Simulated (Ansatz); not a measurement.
**From Si to Sn: the dipole moment**

Gas-phase molecules, one atom swapped for its congeners: C2HF3Si `C#C[Si](F)(F)F`; C2HF3Ge `C#[C][Ge]([F])([F])[F]`; C2HF3Sn `C#[C][Sn]([F])([F])[F]`. All are singlets with charge 0.

Shapes, held fixed at every level: PBE0-D4/def2-TZVP. Programs: Ansatz 0.2.0. Values in D.

| level | C2HF3Si | C2HF3Ge | C2HF3Sn |
| --- | --- | --- | --- |
| PBE-D4/def2-TZVPP | 2.34 | 3.29 | 3.87 |
| r2SCAN-D4/def2-TZVPP | 2.44 | 3.43 | 4.03 |
| B3LYP-D4/def2-TZVPP | 2.47 | 3.48 | 4.08 |
| wB97M-V/def2-TZVPP | 2.45 | 3.47 | 4.08 |

At wB97M-V/def2-TZVPP the dipole moment rises at every step, from 2.45 to 4.08 D. Every level shows the same order. For atoms past krypton def2 sets carry core potentials with scalar relativity. Relativity is left out for Ge.

The dipole moment grows from Si to Ge to Sn with all four functionals, and in each case the first step is the larger one. The spread between functionals is well below either step, so the order does not hinge on the choice among them. PBE gives the smallest moment for every molecule, probably because its density is somewhat less polarised towards fluorine.

Electronegativity alone does not explain the trend, since germanium is no more electropositive than silicon. A likelier cause is the larger central atom: longer M–F bonds separate the charges further, and weaker back-donation from the fluorine lone pairs leaves those bonds more polar. Greater p character in the bonds to fluorine, as Bent's rule suggests, would also narrow the F–M–F angles and align the bond dipoles better along the molecular axis. The ethynyl group, itself a polarisable donor towards the MF3 unit, can add to the moment. Total moments alone cannot apportion the increase between geometry and charge redistribution.
